# Zinc diffusion front in the InP cap of an avalanche photodiode

## Result

Zinc in GaAs or InP is stored mostly on group-III sites as the acceptor $\mathrm{Zn_s^-}$ and moves as a fast interstitial donor $\mathrm{Zn_i^+}$. Let $C$ be the substitutional concentration, $C_i \ll C$ the interstitial one, $p$ the hole density and $x$ the depth below the surface. Assume local equilibrium between the two forms, native defects at their equilibrium concentrations, local neutrality and $p = C$. Then

$$C_i = K C^3, \qquad D_{\rm eff}(C) = D_s\left(\frac{C}{C_0}\right)^2, \qquad D_s = 2D_i\,\frac{C_i(0)}{C_0},$$

where $K$ depends only on temperature, $C_0$ is the surface concentration, $D_i$ the interstitial diffusivity and $D_s$ the effective diffusivity at the surface. For a source that holds $C_0$ constant from $t=0$, the profile ends at a finite depth:

$$x_j = \eta_f\sqrt{D_s t},\quad \eta_f = 1.0903, \qquad C \simeq \eta_f\, C_0\sqrt{\frac{x_j-x}{x_j}}\quad (x\to x_j),\qquad Q = 0.6907\,C_0x_j ,$$

with $Q$ the Zn dose per area.

## Problem

The p side of a planar photodiode is made by diffusing Zn into a lightly n-type InP cap. The part of the cap that stays n-type is the multiplication layer.

Assumed process and device inputs, with the test depth chosen to reproduce the typical one to two thousand nm reached in tens of minutes at this temperature:

- temperature $T = 773$ K, surface concentration $C_0 = 2\times10^{18}$ cm$^{-3}$;
- test run: $x_1 = 1500$ nm after $t_1 = 1200$ s;
- cap thickness 3000 nm, donor background $N_D = 5\times10^{15}$ cm$^{-3}$, target depth $x_j = 2500$ nm, which leaves 500 nm;
- apparent activation energy of $D_s$ with this source, $E_D = 1.5$ eV;
- field at the junction under operating bias, $F_0 = 0.05$ V/nm.

Compiled values for InP (Vurgaftman 2001, 0 K): $E_g(0) = 1.4236$ eV, $m_e^* = 0.0795\,m_e$, Luttinger parameters $\gamma_1 = 5.08$, $\gamma_2 = 1.6$, $\gamma_3 = 2.1$. Static dielectric constant $\varepsilon_r = 12.34$ (Rakita 2019, 300 K), used here at both temperatures. Typical values: Varshni parameters $\alpha_V = 3.63\times10^{-4}$ eV/K and $\beta_V = 162$ K, Zn acceptor binding energy $E_A = 0.045$ eV.

Find (a) whether the cap is extrinsic, (b) $D_s$ and the time for the target depth, (c) the profile and dose, (d) how well the junction coincides with the front, (e) the process sensitivities, (f) the depletion depth on the p side.

## Why the result holds

**Mass action.** In the dissociative (Frank–Turnbull) reaction $\mathrm{Zn_i^+} + V^0 \rightleftharpoons \mathrm{Zn_s^-} + 2h^+$, a fixed concentration of neutral group-III vacancies gives $C_i \propto C p^2$. A vacancy of charge $-r$ releases only $2-r$ holes, but its equilibrium concentration varies as $p^{-r}$, so the same law results. The kick-out reaction gives it too, as long as the group-III interstitial is at equilibrium. With $p = C$, $C_i = KC^3$.

**Flux.** Holes equilibrate much faster than Zn moves, so their current vanishes and the internal field is $\mathcal E = (k_BT/q)\,\partial_x\ln p$, with $q$ the elementary charge. It points toward the surface and holds back the positive interstitial:

$$J = -D_i\,\partial_x C_i + D_i C_i\,\partial_x \ln p = -D_iK(3-1)C^2\,\partial_x C .$$

The factor is 2; without the field it would be 3. Since $C_i\ll C$, conservation of Zn reads $\partial_t C = \partial_x(D_{\rm eff}\,\partial_xC)$ with $D_{\rm eff} = 2D_iKC^2$.

**Similarity form.** With $u = C/C_0$ and $\eta = x/\sqrt{D_st}$, the equation becomes $-\tfrac12\eta u' = (u^2u')'$ with $u(0)=1$. Setting $w = u^2$ and multiplying by $4u$ gives

$$-\eta w' = 2ww'' + w'^2 .$$

At a point $\eta_f$ where $w = 0$ with finite $w''$, either $w'=0$, the empty crystal, or $w' = -\eta_f$. The second branch gives $u^2\simeq\eta_f(\eta_f-\eta)$, which is the square-root front. The flux $-u^2u' = -uw'/2$ vanishes there, so this branch joins $u=0$ without loss of Zn.

**Front position.** Put $\eta = \eta_f(1-s)$ and $w = \eta_f^2\,g(s)$. Then $(1-s)g' = 2gg''+g'^2$, free of $\eta_f$, with $g = \sum_{k\ge1} a_ks^k$ and $a_1=1$. The coefficient of $s^m$ gives

$$(m+1)(2m+1)\,a_{m+1} = -m\,a_m - \sum_{\substack{i+j=m+2\\ i,j\ge2}} a_ia_j\,[\,2j(j-1)+ij\,],$$

$$g = s - \frac{s^2}{6}+\frac{s^3}{135}+\frac{s^4}{2268}+\frac{s^5}{141750} - 2.4\times10^{-6}s^6 - 3.6\times10^{-7}s^7 - \dots$$

The sum at the surface is $g(1) = 0.841186$, and $u(0)=1$ requires $\eta_f = g(1)^{-1/2} = 1.0903$. An exact moment tests this: multiplying the equation for $u$ by $\eta$ and integrating by parts gives $\int_0^{\eta_f}\eta u\,d\eta = 1/3$, that is $\eta_f^3\int_0^1(1-s)\sqrt g\,ds = 1/3$, which returns the same $\eta_f$.

**Dose.** Integrating the equation for $u$ once gives $\int_0^{\eta_f} u\,d\eta = -2u'(0) = \eta_f\,g'(1)$, hence $Q = g'(1)\,C_0x_j$ with $g'(1) = 0.6907$.

## Solution

**(a) Extrinsic condition.** At 773 K, $k_BT = 0.06661$ eV and $E_g = E_g(0)-\alpha_VT^2/(T+\beta_V) = 1.192$ eV. In the spherical approximation $\bar\gamma = (2\gamma_2+3\gamma_3)/5 = 1.9$, so $m_{hh} = m_e/(\gamma_1-2\bar\gamma) = 0.781\,m_e$ and $m_{lh} = m_e/(\gamma_1+2\bar\gamma) = 0.113\,m_e$. With $N = 2(2\pi m k_BT/h^2)^{3/2}$ per parabolic band, summed over the two hole bands,

$$N_c = 2.33\times10^{18}\ \mathrm{cm^{-3}},\quad N_v = 7.56\times10^{19}\ \mathrm{cm^{-3}},\quad n_i = \sqrt{N_cN_v}\,e^{-E_g/2k_BT} = 1.7\times10^{15}\ \mathrm{cm^{-3}} .$$

Nonparabolicity and the split-off band are left out; only the order of $n_i$ matters here. Both $n_i$ and $N_D$ lie more than two decades below $C_0$, so the diffused layer is extrinsic. Also $C_0/N_v = 0.026$, and the leading degeneracy correction to the hole activity, $C_0/(\sqrt8N_v) = 0.009$, is negligible.

**(b) Diffusivity and time.** From the test run,

$$D_s = \frac{g(1)\,x_1^2}{t_1} = \frac{0.841186\,(1500\ \mathrm{nm})^2}{1200\ \mathrm s} = 1.58\times10^{3}\ \mathrm{nm^2/s} = 1.58\times10^{-11}\ \mathrm{cm^2/s}.$$

The target needs $t = t_1(x_j/x_1)^2 = 3333$ s, or 55.6 min, at which $\sqrt{D_st} = x_j/\eta_f = 2293$ nm. The time does not depend on $\eta_f$: for any $D(C)$, a fixed surface concentration and a uniform background, every level of the profile moves as $\sqrt t$. No Zn lies beyond $x_j$, so the layers under the cap do not enter the solution. The premise $C_i\ll C$ is a condition on $D_i$: an interstitial fraction below 1 % at the surface needs $D_i > 50D_s = 7.9\times10^4$ nm$^2$/s.

**(c) Profile and dose.** With $s = 1-x/x_j$, the profile is $u = \eta_f\sqrt{g(s)}$. The last column is the profile for a constant diffusivity equal to $D_s$ and the same time.

| $x$ (nm) | $C/C_0$ | $\eta_f\sqrt s$ | $\mathrm{erfc}(\eta/2)$ |
|---|---|---|---|
| 625 | 0.885 | 0.944 | 0.847 |
| 1250 | 0.739 | 0.771 | 0.700 |
| 2000 | 0.479 | 0.488 | 0.537 |
| 2400 | 0.217 | 0.218 | 0.459 |
| 2475 | 0.109 | 0.109 | 0.445 |

The concentration is still about a tenth of $C_0$ at 25 nm from the front. The dose is

$$Q = 0.6907\times 2\times10^{18}\ \mathrm{cm^{-3}}\times2.5\times10^{-4}\ \mathrm{cm} = 3.45\times10^{14}\ \mathrm{cm^{-2}} .$$

**(d) Junction and front.** Let $\delta = x_j-x$. Formally $C = N_D$ at $\delta = x_j(N_D/C_0)^2/\eta_f^2 = 0.013$ nm, less than a bond length, so the continuum law has failed earlier. The first assumption to go is local neutrality. The Debye length at the surface is

$$L_0 = \sqrt{\frac{\varepsilon_r\varepsilon_0k_BT}{q^2C_0}} = 4.8\ \mathrm{nm},$$

and it grows as $L_0\sqrt{C_0/C}$ toward the front, while the scale length of the square-root profile is $C/|\partial_xC| = 2\delta$. The two are equal at

$$\delta^* = \left(\frac{L_0}{2}\right)^{4/5}\left(\frac{x_j}{\eta_f^2}\right)^{1/5}\approx 9\ \mathrm{nm},$$

where $C\approx1.3\times10^{17}$ cm$^{-3}$ and $N_D/C\approx0.04$, so compensation by the donors is still small. Ahead of the front the crystal is n-type, with $p = n_i^2/\big[N_D/2+\sqrt{N_D^2/4+n_i^2}\big]\approx5\times10^{14}$ cm$^{-3}$. Dilute Zn there sees a fixed $p$ and no field, so in local equilibrium $D = D_iKp^2 = \tfrac12D_s(p/C_0)^2\approx3\times10^{-8}D_s$, a length $\sqrt{Dt}$ of 0.4 nm over the whole run. The model therefore places the junction at $x_j$ to within about $\delta^*$, for any background well below $10^{17}$ cm$^{-3}$, and says nothing about the shape inside that distance.

A constant-$D$ profile behaves differently. It crosses the background at $x = 2z\sqrt{Dt}$ with $\mathrm{erfc}\,z = N_D/C_0$, which gives $z = 2.138$ for the stated $N_D$ and $z = 2.461$ for $N_D = 1\times10^{15}$ cm$^{-3}$. Timed to reach 2500 nm in the first case, it would reach 2878 nm in the second, 378 nm deeper.

**(e) Sensitivities.** The front speed at the end of the run is $x_j/2t = 0.375$ nm/s. At fixed temperature $D_s = 2D_iKC_0^2$, so $x_j\propto C_0$: a 2 % rise in $C_0$ moves the front by 50 nm, or 10 % of the multiplication layer. For temperature, $D_s\propto e^{-E_D/k_BT}$ gives

$$\frac{dx_j}{dT} = x_j\frac{E_D}{2k_BT^2} = 36\ \mathrm{nm/K},$$

which is 7 % of the multiplication layer per kelvin. The insensitivity to $N_D$ comes with a strong sensitivity to source and furnace.

**(f) Depletion on the p side.** The profile is taken as frozen in on cooling, and depleted acceptors are fully ionised. Gauss's law requires an acceptor sheet density $\sigma = \varepsilon_r\varepsilon_0F_0/q = 3.41\times10^{12}$ cm$^{-2}$. In the depletion approximation with the square-root law and $N_D$ neglected against $C$,

$$\sigma = \int_0^{W}\eta_fC_0\sqrt{\delta/x_j}\,d\delta = \frac23\,\eta_fC_0\frac{W^{3/2}}{x_j^{1/2}}\quad\Rightarrow\quad W = 1.1\times10^2\ \mathrm{nm}.$$

A box profile of height $C_0$ would give $\sigma/C_0 = 17$ nm. The field magnitude falls as $F_0[1-(\delta/W)^{3/2}]$, so the p side carries $\tfrac35F_0W = 3.3$ V, against about $F_0\times500$ nm $= 25$ V across the nearly uniform-field multiplication layer, a ratio of 13 %. The front is abrupt as a metallurgical boundary, but a one-sided step junction underestimates the width of the high-field region.

## Limits of the model

**Neutral acceptors.** Setting $p = C$ assumes full ionisation during diffusion. For an isolated level with ground-state degeneracy 4, the ratio of neutral to ionised Zn at $p = 2\times10^{18}$ cm$^{-3}$ is $y = 4(p/N_v)e^{E_A/k_BT} = 0.21$. Screening lowers $E_A$, so this estimate is on the high side. The ratio is proportional to $p$ and vanishes toward the front, which keeps its square-root form. The flux is still $-2D_iKp^2\partial_xp$, but the stored Zn is $p(1+y)$, so $\partial_tp$ acquires the factor $1+2y$, between 1 and 1.42. Because $\partial_tp\ge0$ everywhere, the solution lies between those for the two constant factors, and at given $2D_iKp(0)^2$ the depth is shorter by at most 16 %. The time in (b) is unaffected; the value of $2D_iKp(0)^2$ read from the test run may be low by up to the factor 1.42.

**Charge state.** For an interstitial of charge $+\nu$, $C_i\propto C^{\nu+2}$, the field term is $\nu$ times larger, the prefactor is again 2, and $D_{\rm eff}\propto C^{\nu+1}$. For $\nu=2$, writing $u^3 = \tfrac32\eta_f^2\,\phi(s)$ gives $(1-s)\phi' = 3\phi\phi''+\phi'^2$ and $\phi = s-s^2/8+s^3/224+3s^4/17920+\dots$, with $\phi(1) = 0.87963$ and $\eta_f = [\tfrac32\phi(1)]^{-1/2} = 0.8706$. The front then falls as the cube root of $\delta$, and the same test run implies a $D_s$ larger by the factor 1.57. Junction depths at one $C_0$ cannot separate the two cases; the profile shape, or the power $x_j\propto C_0^{(\nu+1)/2}$, can.

**Real InP.** The depths and times above are the model's, from inputs chosen to match typical process behaviour. As typical knowledge, the total Zn near the surface of as-diffused InP often exceeds the hole density by a factor of two or more, because interstitial or complexed Zn is not negligible there. The dose in (c) then counts only the active acceptors and falls short of the chemical dose by up to a similar factor. In lightly doped caps the interstitials can also outrun the supply of vacancies and leave a low-concentration tail beyond the main front, which puts the junction deeper than $x_j$ and restores some dependence on $N_D$.